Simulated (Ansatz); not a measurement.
## TiAs: pressure and formation energy against volume per atom

Plane-wave density functional theory, PAW datasets, Gaussian smearing 0.05 eV: one cell in which all forces lie under 0.002 eV/angstrom; stress (xx yy zz yz xz xy) and pressure positive in compression; site moments are of spin alone; formation energy from the elements run alike, uncorrected. The results are calculated, by Ansatz 0.2.0.

Cell of the first row (space group F-43m, No. 216):
```
CELL_PARAMETERS angstrom
0.00000 2.57880 2.57880
2.57880 0.00000 2.57880
2.57880 2.57880 0.00000
ATOMIC_POSITIONS crystal
Ti 0.00000 0.00000 0.00000
As 0.25000 0.25000 0.25000
```

Settings of every row: paw set soft_2; functional PBEsol; spin treatment none; moment partition spheres; spin axis none; wave cutoff 420 eV; k mesh 10x10x10; SCF start atoms; lower state search light; symmetry use detected.

Atom first moment, atom hubbard u: 0 on all atoms.

Limits: the cell comes from a prototype or a list of computed structures and needn't be the stable phase.

| row | volume per atom (Å³) | pressure (GPa) | formation energy (eV per atom) | energy above relaxed cell (meV per atom) |
| --- | --- | --- | --- | --- |
| 1 | 17.15 | 42.24 | 0.3695 | 606.97 |
| 2 | 19.208 | 20.85 | -0.025 | 212.43 |
| 3 | 21.513 | ? | ? | ? |
| 4 | 22.074 | 3.60 | -0.2275 | 9.98 |
| 5 | 22.534 | 1.71 | -0.2351 | 2.41 |
| 6 | 22.994 | 0.01 | -0.2375 | 0 |
| 7 | 23.143 | -0.51 | -0.2372 | 0.24 |
| 8 | 23.454 | -1.53 | -0.2352 | 2.24 |
| 9 | 23.914 | -2.92 | -0.2288 | 8.69 |

Question: what pressure and formation energy should row 3 give?

Worked fit of pressure. Take u = (V_r/V)^(2/3) − 1 with V_r = 22.764 Å³ an atom, which is twice the finite (Eulerian) strain; such expansions in the strain, on which the Birch-Murnaghan equation of state is built, carry the rest volume and the bulk modulus. The shown rows have u = 0.20779, 0.1199, 0.02073, 0.00679, -0.00668, -0.01095, -0.01971, -0.03232. Least squares give pressure = 0.839 + 126.461 × u + 319.55 × u² + 147.9 × u³ GPa; a parabola predicts inner rows, each left out in turn, worse (root mean square 0.092 against 0.0033 GPa). All shown rows lie on it to the printed digit. The pressure vanishes at u = -0.0067, or V = 23 Å³ an atom, and there the bulk modulus at fixed shape and fractions is B = −V dP/dV = (2/3)(1 + u) dP/du = 80.9 GPa. The withheld row has u = 0.0384, so the fit gives 0.839 + 126.461 × (0.0384) + 319.55 × (0.0384)² + 147.9 × (0.0384)³ = 6.17 GPa.

The calculation gave 6.18 GPa. The fit lies 0.01 GPa (0.022 % of the column's range) below it, one unit of the last digit.

Worked fit of formation energy. Take u = (V_r/V)^(2/3) − 1 with V_r = 22.764 Å³ an atom, which is twice the finite (Eulerian) strain; such expansions in the strain, on which the Birch-Murnaghan equation of state is built, carry the rest volume and the bulk modulus. The shown rows have u = 0.20779, 0.1199, 0.02073, 0.00679, -0.00668, -0.01095, -0.01971, -0.03232. Least squares give formation energy = −0.23674 + 0.187 × u + 13.1438 × u² eV per atom; a straight line predicts inner rows, each left out in turn, worse (root mean square 0.066 against 0.00046 eV per atom). The rows lie off it by -0.0001, 0.0004, -0.0003, -0.0002, -0.0001, 0.0000, 0.0001, 0.0003, a smooth pattern that one more power would take up: the form is only approximate. The withheld row has u = 0.0384, so the fit gives −0.23674 + 0.187 × (0.0384) + 13.1438 × (0.0384)² = -0.2102 eV per atom.

The calculation gave -0.2105 eV per atom. The fit lies 0.0003 eV per atom (0.049 % of the column's range) above it; its largest miss of a shown row is 0.0004 eV per atom.

The other values of row 3: energy above relaxed cell 27 meV per atom.
